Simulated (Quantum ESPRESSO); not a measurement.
# Work function, surface force and surface energy of W(110) films of three to eight layers in PBE and LDA

Anyone who models a tungsten surface must first decide how many atomic layers the slab needs. Too few, and the two faces disturb each other; too many, and computing time is wasted. The choice matters for electron emitters, where the current depends exponentially on the work function, and for tungsten as a substrate for thin films. Three quantities are followed here as layers are added to W(110): the work function Φ, measured from the Fermi level up to the vacuum level; the force on the top atom, negative when it points into the film; and the excess energy of both faces over the same number of bulk layers. The atoms stay at bulk places, so these are properties of unrelaxed films.

## Systems and settings

Quantum ESPRESSO 7.5 (pw.x), driven by a script. Symmetric 1×1 slabs of W(110) (bcc) at the tabulated measured lattice constant, atoms at bulk places, 7.5 Å of empty space on each side as the script builds them, with open boundaries by the effective screening medium. Mesh 12×12×1 for all thicknesses, Marzari-Vanderbilt smearing of 0.02 Ry, spin-paired, no spin-orbit coupling. PBE, GBRV ultrasoft: cutoffs 40 and 200 Ry; LDA, GBRV ultrasoft: cutoffs 40 and 200 Ry. The excess energy is the slab's energy less the number of layers times the slope of a straight line through the thicker slabs; it is twice the surface energy per cell.

Notes on method and selection:

- Confinement between the two faces quantises the states along the normal, so values can oscillate with thickness.
- The measured lattice constant is no functional's own, which adds to the force.
- Measured work functions of the rebuilt (100) and (110) faces of Au, Pt and Ir, of Ta(111), and of polycrystals are not set beside the runs.
- Runs in which the search for lower states was switched off are not listed.
- Runs that did not converge, have known faults or may not be shown are not listed, and runs on Ansatz's PAW sets soft_1 and soft_2 are kept to separate tables.

Columns:

- layers: number of atomic layers.
- Φ (eV): work function: vacuum level outside the slab less the Fermi level.
- force (eV/Å): force on the top atom along the outward normal; negative pulls it inwards.
- excess energy (meV): excess energy of the slab, both faces, per 1×1 cell.

## Computed values

| member | layers | Φ (eV), PBE, GBRV ultrasoft | Φ (eV), LDA, GBRV ultrasoft | force (eV/Å), PBE, GBRV ultrasoft | force (eV/Å), LDA, GBRV ultrasoft | excess energy (meV), PBE, GBRV ultrasoft | excess energy (meV), LDA, GBRV ultrasoft |
| --- | --- | --- | --- | --- | --- | --- | --- |
| 3 layers | 3 | 4.905 | 5.177 | −0.322 | −0.952 | 2960 | 3424 |
| 4 layers | 4 | 4.907 | 5.175 | −0.335 | −0.986 | 2893 | 3348 |
| 5 layers | 5 | 4.880 | 5.159 | −0.299 | −0.910 | 2908 | 3363 |
| 6 layers | 6 | 4.909 | 5.182 | −0.355 | −0.988 | 2892 | 3347 |
| 7 layers | 7 | ? | 5.171 | ? | −0.968 | ? | 3347 |
| 8 layers | 8 | 4.908 | 5.176 | −0.302 | −0.948 | 2900 | 3356 |

Cells marked ? are withheld until the estimate has been made.

## Why the values move as they do

The work function shows no steady drift with thickness. In PBE the members shown span 4.909 − 4.880 = 0.029 eV, in LDA 5.182 − 5.159 = 0.023 eV, and the five-layer film is lowest in both. This near-constancy is expected of a metal: its electrons screen a disturbance within about one layer spacing, so the surface dipole, which sets Φ together with the bulk Fermi level, is almost complete even in a thin film. The small dip at five layers may come from quantised states between the faces, or from the finite mesh, which samples those states in the same way for both functionals.

The excess energy settles early. From three to four layers it falls by 2960 − 2893 = 67 meV per cell in PBE; from four layers on, the PBE values shown stay within 2908 − 2892 = 16 meV. Bond counting makes this plausible. On bcc(110) an atom's first and second neighbours all lie in its own layer or the two adjacent ones, so even the middle layer of a three-layer film has its full set. At eight layers the surface energy in PBE is 2900 / 2 = 1450 meV per surface cell.

The force is relatively less settled. It always points inwards, as expected when a surface atom that has lost neighbours strengthens its remaining bonds, but in PBE it varies between −0.299 and −0.355 eV/Å. Among the films with both values shown, it is weakest at five layers and strongest at six in both functionals.

The choice of functional matters far more than thickness. At eight layers the LDA force is more strongly inward by 0.948 − 0.302 = 0.646 eV/Å. LDA generally favours shorter bonds than measured, so at the measured lattice constant its film is stretched and the top layer is pulled in harder.

## An estimate before looking

Plain estimates from the members shown:

- 7 layers (PBE, GBRV ultrasoft), straight-line interpolation between 6 layers and 8 layers: w = (7 − 6) / (8 − 6) = 0.500, so 4.909 + 0.500 × (4.908 − 4.909) = 4.909 eV
- 7 layers (PBE, GBRV ultrasoft), from its own LDA, GBRV ultrasoft value plus the mean shift PBE, GBRV ultrasoft − LDA, GBRV ultrasoft over the other 5 members (−0.272, standard deviation 0.0040): 5.171 − 0.272 = 4.899 eV

The seven-layer film has an LDA work function of 5.171 eV, and the most useful route to the PBE value starts there. Both functionals use the same atomic positions and the same mesh, so changes caused by quantised states or by sampling should largely carry over from one to the other. Interpolation between six and eight layers would miss any such change at seven.

The five-layer film, which departs most from its neighbours, provides a test. The other four members shown give a mean PBE − LDA shift of −(0.272 + 0.268 + 0.273 + 0.268) / 4 = −0.270 eV, hence 5.159 − 0.270 = 4.889 eV. The computed value is 4.880 eV, a miss of 0.009 eV. Interpolation between four and six layers gives (4.907 + 4.909) / 2 = 4.908 eV, a miss of 4.908 − 4.880 = 0.028 eV.

For seven layers the mean shift over all five members gives 5.171 − 0.272 = 4.899 eV. No further correction is added. When each member is predicted in turn from the shifts of the others, the typical miss is 0.005 eV, against 0.014 eV for the mean of the other PBE values. Much of that advantage comes from the five-layer film; the remaining PBE values lie too close together to test the route severely. The error bar is set to the typical miss of the route, 0.005 eV.

**Committed estimate, 7 layers (PBE, GBRV ultrasoft): Φ = 4.899 ± 0.005 eV.**

## Outcome

| member | level | layers | Φ (eV) | force (eV/Å) | excess energy (meV) |
| --- | --- | --- | --- | --- | --- |
| 7 layers | PBE, GBRV ultrasoft | 7 | 4.902 | −0.338 | 2892 |

| member | estimate | Φ (eV) | computed | estimate − computed | miss in error bars |
| --- | --- | --- | --- | --- | --- |
| 7 layers (PBE, GBRV ultrasoft) | committed | 4.899 | 4.902 | −0.003 | 0.6 |
| 7 layers (PBE, GBRV ultrasoft) | interpolation | 4.909 | 4.902 | +0.006 |  |
| 7 layers (PBE, GBRV ultrasoft) | shift from LDA, GBRV ultrasoft | 4.899 | 4.902 | −0.003 |  |

The computed work function of the seven-layer film is 4.902 eV. The estimate of 4.899 ± 0.005 eV is 0.003 eV too low and inside its error bar. It is identical with the plain shift from LDA, and interpolation between six and eight layers misses by 0.006 eV, on the high side.

The argument that the two functionals share their thickness dependence held: the PBE − LDA shift at seven layers is 4.902 − 5.171 = −0.269 eV, within the range of the other five films. The result is nevertheless a weak test of the route. The plain mean of the other five PBE values is (4.905 + 4.907 + 4.880 + 4.909 + 4.908) / 5 = 4.902 eV, which needs no LDA run and does at least as well. The LDA value is of real help only where a film departs clearly from the rest, as at five layers. Differences of a few thousandths of an eV say nothing reliable about quantised states.

## Departures from the trend

Two films stand out, each in a different property. The five-layer film has a PBE work function of 4.880 eV, while the other five lie between 4.902 and 4.909 eV. LDA shows the same dip, with 5.159 eV against 5.171 eV for the next lowest film. A cause common to both functionals is therefore likely, but these runs do not separate the two candidates named earlier; a denser mesh at five layers would test one of them.

The three-layer film has the largest excess energy, 2960 − 2908 = 52 meV per cell above the next highest in PBE and 3424 − 3363 = 61 meV in LDA. The bulk energy per layer is the slope fitted to the films of four to eight layers, and a straight line through their excess energies is therefore level to within rounding. Their lack of drift is built in and cannot show that the slope is right. When I wrote that the excess energy settles early, I leaned in part on this built-in flatness. A slope taken from six to eight layers only would be larger by (2900 − 2892) / 2 = 4 meV per layer in PBE. It would lower the eight-layer excess energy by 8 × 4 = 32 meV, and so the surface energy of 1450 meV per surface cell by 32 / 2 = 16 meV. The three-layer film would still lie (2960 − 3 × 4) − (2908 − 5 × 4) = 60 meV above the next highest, so it stands out with either slope. Why it does so is open: the two faces may still disturb each other's electrons, although the middle layer has all its first and second neighbours, or the finite mesh may play a part. These runs do not separate the two.

The force has no single outlier. In PBE it changes from −0.338 to −0.302 eV/Å between seven and eight layers, so it is still unsettled at the thick end of the series.

## Comparison with experiment

| member | quantity | measured | computed, PBE, GBRV ultrasoft | computed − measured | conditions | source |
| --- | --- | --- | --- | --- | --- | --- |
| 8 layers | Φ (eV) | 5.25 | 4.908 | −0.342 | compiled values differ between sources by a tenth of an eV or more; compiled experimental value; W(110) single-crystal face | [1] |

Sources:

[1] "Anisotropic work function of elemental crystals" (2019, arXiv:1902.07811)

The only measured value is 5.25 eV for the (110) face of a single crystal, set beside the eight-layer film. The PBE result is lower by 0.342 eV, the LDA result by 5.25 − 5.176 = 0.074 eV. There is no measured series against thickness, so the trend itself is not compared here.

Film thickness cannot explain the PBE difference, because all six PBE values lie within 0.029 eV of one another. The choice of functional has a much larger effect, 5.176 − 4.908 = 0.268 eV at eight layers. Relaxation of the top layer, absent here, would also change Φ, by an amount that these unrelaxed films cannot give.

The measured value has its own uncertainty. Compiled values differ by a tenth of an eV or more, and no method is stated for this one. Adsorbed oxygen raises the work function of tungsten and hydrogen on this face lowers it, so the cleanness of the sample matters. The LDA difference is smaller than the disagreement between compilations, so its sign is not settled. The PBE difference is well above a tenth of an eV and suggests that PBE gives too low a value for these unrelaxed films. A single measured value still does not show which functional describes the surface better.

## Conclusions

For unrelaxed W(110) films of three to eight layers, three layers give Φ to about 0.03 eV. From four layers on, the PBE excess energies lie within 16 meV per cell of one another, both faces together. That is their scatter about a bulk slope fitted to the same films, not their accuracy: a slope from the three thickest films alone moves the eight-layer value by 32 meV. The force needs more care, as its PBE spread of 0.355 − 0.299 = 0.056 eV/Å is about a sixth of its size.

For an electron emitter at roughly 2000 K, where $k_\mathrm{B}T$ is about 0.17 eV, the current varies as $\exp(-\Phi/k_\mathrm{B}T)$. The whole PBE thickness spread then means a factor of exp(0.029 / 0.17) = 1.2, whereas the change from LDA to PBE at eight layers means exp(0.268 / 0.17) = 4.8.

The main omission is relaxation. The inward force shows that each face would gain energy by moving its top layer inwards, so with the same bulk reference the excess energies listed here are upper limits for the relaxed films. The size of the gain depends on how far the layers move, which the force alone does not tell. Anyone who needs surface energies should therefore relax the film, and check both its thickness and how far the result depends on the films chosen for the bulk slope.
